**Question.** For free electrons in one dimension the particle-hole excitations are supposed to fill only a thin strip of the $(q,\omega)$ plane, with a structure factor that is flat inside the strip. How does this scale with $q$, temperature, wire length, disorder and interaction, and where are the crossovers? I do Raman scattering on etched GaAs wires at $q = 10^7\ \mathrm{m^{-1}}$. Should I expect to see a flat-topped line?

---

**Answer.** For free electrons the line is a rectangle centred on $v_Fq$ with relative width $q/k_F$, about 13 % for a typical wire. Most free-electron perturbations become visible when their relative size reaches that same small number. The Coulomb interaction is far past its own crossover at your $q$, so the rectangle is a reference shape, and the charge response of the wire looks different.

## Conventions and inputs

I use effective atomic units, $\hbar = k_B = m = e^2/(4\pi\epsilon_0\epsilon) = 1$, and keep writing $m$ and $v_F = k_F/m$ so that the scaling stays visible. Quantities are per spin and per length unless stated, $n_\sigma = k_F/\pi$, total density $n = 2k_F/\pi$, and $q>0$. The structure factor is

$$S(q,\omega)=\frac{2\pi}{L}\sum_f |\langle f|\rho_q^\dagger|0\rangle|^2\,\delta(\omega-\omega_{f0}),\qquad \rho_q^\dagger=\sum_k c^\dagger_{k+q}c_k ,$$

which is the space and time Fourier transform of $\langle\rho(x,t)\rho(0,0)\rangle$. Texts that omit the $2\pi$ have every $S(q,\omega)$ below divided by $2\pi$. The static factor per particle is $S(q)=n_\sigma^{-1}\int S(q,\omega)\,d\omega/2\pi$.

Typical GaAs inputs are $m=0.067\,m_e$ and $\epsilon = 12.9$, which give $a^*=10.19$ nm and $\mathrm{Ha}^* = 10.96$ meV. For the wire I assume $n = 5\times10^7\ \mathrm{m^{-1}}$ and harmonic lateral confinement with subband spacing 5 meV. Then

$$q=0.1019,\quad k_F=v_F=0.8002,\quad E_F=0.3202,\quad \Omega=0.4564,\quad r_s=\frac{1}{2n}=0.98 .$$

The digits here and below are the arithmetic for these inputs, carried unrounded.

## The free result

A pair takes an electron from $k$ to $k+q$ and costs $\omega_k = kq/m+q^2/2m$. At $T=0$ it needs $|k|<k_F$ and $|k+q|>k_F$. For $q<2k_F$ this leaves $k_F-q<k<k_F$, and for $q>2k_F$ the whole sea. Since $\omega_k$ is linear in $k$, an interval of $k$ maps onto an interval of $\omega$, with ends

$$\omega_-=\left|v_Fq-\frac{q^2}{2m}\right|,\qquad \omega_+=v_Fq+\frac{q^2}{2m}.$$

The lower edge vanishes only at $q=0$ and $q=2k_F$. In two or three dimensions a pair with any $q<2k_F$ can join two points of the Fermi surface at no cost. In one dimension the surface is two points, and only these two momenta connect them.

Each pair has a matrix element of unit modulus, so

$$S(q,\omega)=\int\!\frac{dk}{2\pi}\,2\pi\,\delta(\omega-\omega_k)=\frac{1}{|d\omega_k/dk|}=\frac{m}{q}\qquad(\omega_-<\omega<\omega_+),$$

and zero outside. With $\hbar$ restored the height is $m/\hbar q$, on both sides of $2k_F$. The width is $W=q^2/m$ for $q<2k_F$ and $2v_Fq$ above. Height times width over $2\pi n_\sigma$ gives

$$S(q)=\frac{q}{2k_F}\quad(q<2k_F),\qquad S(q)=1\quad(q>2k_F).$$

Two tests. The first moment is $(m/2\pi q)(\omega_+^2-\omega_-^2)/2$ with $\omega_+^2-\omega_-^2=2v_Fq^3/m$, which equals $n_\sigma q^2/2m$, the f-sum rule. And the same-spin pair distribution $g(x)=1-(\sin k_Fx/k_Fx)^2$ inserted in $S(q)=1+n_\sigma\int (g-1)\cos qx\,dx$ returns the same two branches.

## Dimensional analysis

$S(q,\omega)$ is a time over a length, an inverse velocity. The free problem has $m$, $k_F$, $q$, $\omega$, hence two dimensionless variables, $Q=q/2k_F$ and $\nu=\omega/4E_F$, and the general form $S=v_F^{-1}\Phi(Q,\nu)$. The result is

$$\Phi=\frac{1}{2Q}\quad\text{for}\quad |Q-Q^2|<\nu<Q+Q^2 .$$

Of the two available velocities, $v_F$ and $q/m$, only the second sets the height. The density fixes where the strip lies and, for $Q<1$, nothing else.

Three energies follow for $Q\ll1$, each smaller than the one before: $E_F$, the centre $v_Fq=4QE_F$, and the width $W=2Q\,v_Fq$. For the wire $Q=0.0637$, $v_Fq=0.08153$, $W=0.01038$, $\omega_-=0.07634$, $\omega_+=0.08672$, and the height is $9.815$.

## Wavevector

**Small $Q$.** The relative width is $W/v_Fq=2Q=q/k_F=0.127$. The area $\int S\,d\omega=(m/q)(q^2/m)=q$ does not contain the mass. Sending $m\to\infty$ at fixed $v_F$ therefore gives $S\to q\,\delta(\omega-v_Fq)$, the free Luttinger-model line, and the rectangle is what band curvature makes of it. The mean frequency is exactly $v_Fq$ and the rms width is $W/\sqrt{12}$. $S(q)=Q$ has no higher-order correction at $T=0$.

**$Q$ near 1.** The lower edge peaks at $Q=1/2$, where it equals $E_F$, and returns to zero as $\omega_-=Q\,v_F|q-2k_F|$. $S(q)$ has a kink. The response function with $S=-2\,\mathrm{Im}\chi_0$ for $\omega>0$ is

$$\chi_0(q,\omega)=\frac{m}{2\pi q}\ln\frac{\omega^2-\omega_-^2}{\omega^2-\omega_+^2},$$

with $\omega\to\omega+i0$. Its static value is $-(2\pi v_FQ)^{-1}\ln|(1+Q)/(1-Q)|$, which is $-(\pi v_F)^{-1}(1+Q^2/3)$ at small $Q$, diverges logarithmically at $Q=1$ because finite spectral weight reaches $\omega=0$ there, and falls as $-(\pi v_FQ^2)^{-1}(1+1/3Q^2)$ at large $Q$. For the wire $Q^2/3=0.00135$.

**Large $Q$.** The centre is the recoil energy $q^2/2m$, the width is the Doppler width $2v_Fq$, and the relative width is $2/Q$. The line is $m/q$ times the momentum distribution at $k=m\omega/q-q/2$. The relative width is largest, 2, at $Q=1$.

Raman scattering on this wire stays in the first regime. The wavevector transferred along the wire through a flat surface is at most $4\pi/\lambda$, which for light of about 800 nm is $1.57\times10^7\ \mathrm{m^{-1}}$, or $Q=0.100$. Reaching $Q=1$ at your $q$ by depletion needs $n=q/\pi$, that is $r_s=15.4$, where the free picture has no standing.

## Temperature

The delta function still has one root, so with Fermi functions $f$ the free result stays closed. Let $\xi_\mp=(m\omega/q\mp q/2)^2/2m-\mu$, so that $\xi_+-\xi_-=\omega$. Then

$$S(q,\omega)=\frac{m}{q}f(\xi_-)[1-f(\xi_+)]=\frac{m}{q}\,\frac{e^{\omega/2T}}{2\left[\cosh\frac{\xi_++\xi_-}{2T}+\cosh\frac{\omega}{2T}\right]} .$$

It obeys $S(q,-\omega)=e^{-\omega/T}S(q,\omega)$. At fixed density $\mu=E_F[1+(\pi^2/12)(T/E_F)^2+\dots]$, which rises because the 1D density of states falls with energy.

One might compare $T$ with $W$. That comparison is misleading. At either edge $d\xi/d\omega=k_F/q$, so a Fermi step of width $T$ in $\xi$ has width $Tq/k_F$ in $\omega$. Its ratio to $W$ is $T/v_Fq$, and the crossover sits at the centre energy. Linearising the band near the Fermi points and writing $y=v_Fq/2T$, the height at the centre relative to $m/q$ is $(1+e^{-y})^{-2}$. The right-moving and left-moving pairs contribute $v_Fq/(1-e^{-2y})$ and $v_Fq/(e^{2y}-1)$ to $\int f(1-f)\,d\xi$, and their sum gives

$$S(q)=\frac{q}{2k_F}\coth\frac{v_Fq}{2T}\qquad(T\ll E_F,\ Q\ll1).$$

The regimes are these.

* $T\ll v_Fq$. A rectangle with rounded edges, each of 10–90 % width $2\ln 9\;Tq/k_F=4.39\,Tq/k_F$. The centre height is $1-2e^{-y}$ and $S(q)=Q(1+2e^{-2y})$. The edge width equals $W$ at $T=v_Fq/4.39$, which is the practical crossover.
* $v_Fq\ll T\ll E_F$. Two $\mathrm{sech}^2$ lines near $\pm v_Fq$, of relative height $\tfrac14(1\pm y)$ and full width at half maximum $4\,\mathrm{arcosh}\sqrt2\;Tq/k_F=3.53\,Tq/k_F$. $S(q)\to (T/2E_F)(1+y^2/3)$, the compressibility limit. For the wire $E_F/v_Fq=3.9$, so this window is too short to be asymptotic.
* $T\gg E_F$. With $\lambda_T=\sqrt{2\pi/mT}$ and $f=n_\sigma\lambda_Te^{-k^2/2mT}$, the line is a Gaussian centred on $q^2/2m$ with standard deviation $q\sqrt{T/m}$, and $S(q)=1-(n_\sigma\lambda_T/\sqrt2)\,e^{-q^2/4mT}$ to first order in the degeneracy.

Near $2k_F$ the kink is rounded over $T/v_F$. With $\delta=v_F(2k_F-q)$, the linearised overlap of the two Fermi steps gives $1-S(q)=(\delta/4E_F)/(1-e^{-\delta/T})$, so $S(2k_F)=1-T/4E_F$.

## Spin splitting, band shape, subbands

**Zeeman energy $E_Z$**, for a field along the wire and orbital effects ignored. Each spin has its own strip. At fixed $n$, $E_Z=(k_\uparrow^2-k_\downarrow^2)/2m=v_F(k_\uparrow-k_\downarrow)$, and the two rectangles stop overlapping when $k_\uparrow-k_\downarrow>q$. The crossover is again $E_Z=v_Fq$. Below it the two-spin line has a central part of height $2m/q$ and shoulders of height $m/q$ and width $E_Zq/k_F$.

**Non-parabolicity.** For any even convex band $S=1/|\varepsilon'(k+q)-\varepsilon'(k)|\approx 1/q\,\varepsilon''(k+q/2)$, the width is $\varepsilon''(k_F)q^2$ to leading order, and $S(q)=q/2k_F$ is unchanged because it only counts states. With $\varepsilon(1+\alpha\varepsilon)=k^2/2m$ one has $\varepsilon\approx k^2/2m-\alpha k^4/4m^2$, so the velocity changes by the factor $1-2\alpha E_F$ and the width by $1-6\alpha E_F$. A typical $\alpha\approx0.6\ \mathrm{eV^{-1}}$ gives $\alpha E_F=0.0021$, that is 0.4 % and 1.3 %. Confinement also raises the band-edge mass, which I take as absorbed in $m$.

**Subbands.** One subband is filled as long as $E_F<\Omega$, or $n<2\sqrt{2m\Omega}/\pi=0.608$ against $n=0.509$ here. Free transitions to the empty next subband have no Pauli blocking and fill $\Omega+q^2/2m\pm v_Fq$. That strip starts at $0.380$, well above $\omega_+$. Above the threshold density each occupied subband adds its own rectangle, of the same height and width, centred on its own $v_Fq$.

## Length, disorder, inhomogeneity

On a ring of length $L$ the strip holds $qL/2\pi$ pair states with spacing $2\pi q/mL$, and a continuum needs $qL\gg2\pi$. A wire with ends is more demanding. It defines $q$ only to about $\delta q= 2\pi/L$, which spreads the centre by $v_F\,\delta q$. This stays below $W$ if $\delta q/q<q/k_F$, that is

$$L>\frac{2\pi k_F}{q^2},$$

longer than the ring condition by $k_F/q$. The same bound $\delta q/q<0.127$ applies to the collection optics, and since $v_F\propto n$, a spread of density over a wire array has to satisfy $\delta n/n<0.127$.

For scattering I use a crude model, the rectangle folded with a Lorentzian of half-width $\Gamma=v_F/l$, where $l$ is the length over which a pair keeps its phase. It does not conserve particle number and serves only near the line. The result is $(m/\pi q)[\arctan((\omega-\omega_-)/\Gamma)-\arctan((\omega-\omega_+)/\Gamma)]$, with relative centre height $(2/\pi)\arctan(W/2\Gamma)$. This is $1-4\Gamma/\pi W$ for $\Gamma\ll W$ and $(W/\pi\Gamma)(1-W^2/12\Gamma^2)$ for $\Gamma\gg W$. The crossover $\Gamma=W$ is at $l=k_F/q^2$. The weaker condition $ql\gg1$ only guarantees that there is a line at finite frequency.

## Interaction

The f-sum rule survives for a parabolic subband with a density-density interaction. The shape does not. Take zero thickness in the growth direction, a uniform dielectric, and the oscillator ground state of length $\ell=(m\Omega)^{-1/2}=1.480$. The relative transverse coordinate $u$ of two electrons is Gaussian with variance $\ell^2$, and averaging $2K_0(q|u|)$ over it gives

$$V(q)=e^{s}K_0(s),\qquad s=q^2\ell^2/4 ,$$

with limits $\ln(8/q^2\ell^2)-\gamma$ ($\gamma$ is Euler's constant) for $q\ell\ll1$ and $\sqrt{2\pi}/q\ell$ for $q\ell\gg1$. Here $q\ell=0.151$ and $V=5.32$, with the logarithm alone giving $5.29$.

In the random-phase approximation (RPA) the charge response of both spins is $2\chi_0/(1-2V\chi_0)$. Setting $2V\chi_0=1$ above the strip gives $(\omega^2-\omega_-^2)/(\omega^2-\omega_+^2)=e^{2x}$ with $x=\pi q/2mV$, and so

$$\omega_p^2=v_F^2q^2+\frac{q^4}{4m^2}+\frac{v_Fq^3}{m}\coth x .$$

The residue is $-1/(2V^2\partial_\omega\chi_0)$. With $D=\omega_+^2-\omega_-^2$ the two factors at the pole are $D/(e^{2x}-1)$ and $De^{2x}/(e^{2x}-1)$, so $2\partial_\omega\chi_0=-(m/\pi q)\,8\omega_p\sinh^2x/D$. Multiplying the residue by $\omega_p$ and dividing by the two-spin f-sum $v_Fq^2/\pi$, the share of the f-sum in the plasmon is

$$\left(\frac{x}{\sinh x}\right)^2 .$$

The control parameter is $x\sim q/mV$. It measures the width $q^2/m$ against the first-order shift $Vq/\pi$ of the mode, so $V\ll v_F$ is not enough, and the free shape needs $V/v_F\ll q/k_F$.

* $x\gg1$. The pole hugs the upper edge, $\omega_p^2-\omega_+^2\approx De^{-2x}$, with share $4x^2e^{-2x}$. Inside the strip the height is multiplied by $1/|1-2V\chi_0|^2$, whose first-order term $1+x^{-1}\ln[(\omega^2-\omega_-^2)/(\omega_+^2-\omega^2)]$ tilts the top, up at $\omega_+$ and down at $\omega_-$.
* $x\ll1$. $\omega_p\approx v_Fq\sqrt{1+2V/\pi v_F}$, the strip keeps the share $x^2/3$, and at $\omega^2=(\omega_+^2+\omega_-^2)/2$, where $\mathrm{Re}\chi_0=0$, the height is reduced by $1/[1+(mV/q)^2]$.

For the wire $x=0.030$, $mV/q=52$, $2V/\pi v_F=4.2$ and $\omega_p=0.187$, which is $2.3\,v_Fq$. The strip keeps $3.0\times10^{-4}$ of the f-sum and its mid-height falls by $3.7\times10^{-4}$. The crossover $x=1$ lies at $q=0.96$, or $1.2\,k_F$, out of reach of light and at energies above $\Omega$, where the one-subband model has already ended.

These RPA numbers fix orders of magnitude. At $r_s\approx1$ RPA has no small parameter, and the vacuum beside an etched wire, or a nearby gate or conducting layer, can change $V$ by a factor of order one. The conclusion $x\ll1$ has a margin of more than a factor of 30.

For the spin density $\rho_\uparrow-\rho_\downarrow$ the free answer is the same rectangle, of height $2m/q$, and the direct Coulomb term drops out. Exchange does not. Its size is set by $V(2k_F)/\pi v_F=0.39$, with $V(2k_F)=0.99$. A shift of the spin mode by a fraction of that order is $0.032$, about three times $W$, so the free strip does not predict the position of the spin line to within its own width.

## Laboratory units

| Quantity | Value |
|---|---|
| $k_F$, $v_F$ | $7.85\times10^7\ \mathrm{m^{-1}}$, $1.36\times10^5$ m/s |
| $E_F$ | 3.51 meV (40.7 K) |
| centre $\hbar v_Fq$ | 0.893 meV (10.4 K) |
| edges | 0.836 and 0.950 meV (6.75 and 7.66 cm$^{-1}$) |
| width $\hbar^2q^2/m$ | 0.114 meV (0.92 cm$^{-1}$, 1.32 K) |
| height $m/\hbar q$ | $5.79\times10^{-5}$ s/m per spin |
| pair states $q/2\pi$ | 1.59 per µm per spin |
| $S(q)$ | 0.0637 |

Temperature, from the linearised formulas:

| $T$ | $k_BT$ (meV) | edge width (meV) | centre height | $S(q)/Q$ |
|---|---|---|---|---|
| 0.5 K | 0.043 | 0.024 | 1.00 | 1.00 |
| 2 K | 0.172 | 0.096 | 0.87 | 1.01 |
| 5 K | 0.431 | 0.24 | 0.54 | 1.3 |

At 5 K the two edges have merged and the edge width only indicates the scale. The integrated weight resists heating longer than the shape, because its correction goes as $e^{-2y}$ and that of the height as $e^{-y}$.

Crossovers:

| Parameter | Flat top needs | For this wire |
|---|---|---|
| temperature | $k_BT\ll\hbar v_Fq/4.39$ | well below 2.4 K |
| length | $L\gg2\pi k_F/q^2$ | well above 4.9 µm |
| pair phase length | $l\gg k_F/q^2$ | well above 0.79 µm |
| spread of $q$ or $n$ | $\ll q/k_F$ | well below 13 % |
| field (typical $\lvert g\rvert\approx0.44$) | $\lvert g\rvert\mu_BB\ll\hbar v_Fq$ | well below 35 T |
| second subband | $E_F<\hbar\Omega$ | $n<6.0\times10^7\ \mathrm{m^{-1}}$ |
| interaction | $x\gg1$ | fails, $x=0.030$ |

As examples, a 10 µm wire has about 16 pair states per spin in the strip, 7.1 µeV apart on a ring, while its ends smear the centre by 0.056 meV, half the width. A phase length of 1 µm gives $\Gamma=0.089$ meV and a centre height of 0.36. The free intersubband strip starts at 4.16 meV.

In the usual Raman selection rules, parallel polarisations couple to the charge density and crossed polarisations to the spin density. In the first channel the model puts essentially all the weight in a mode near 2.0 meV, more than twice the free centre. In the second the line starts from 0.89 meV, with an exchange scale of 0.35 meV on its position. Close to an interband resonance the vertex depends on the electron state, the cross-section is no longer proportional to $S(q,\omega)$, and weight can appear near $\hbar v_Fq$ in both polarisations. For any line near that energy the free strip supplies the scaling to test by turning the sample. Its centre goes as $q$, its low-temperature width as $q^2$, its height as $1/q$ and its area as $q$. Thermal edge widths and density spread go as $q$, while end effects and scattering give widths independent of $q$ in the models above, so the $q^2$ term is the part of a linewidth that belongs to band curvature.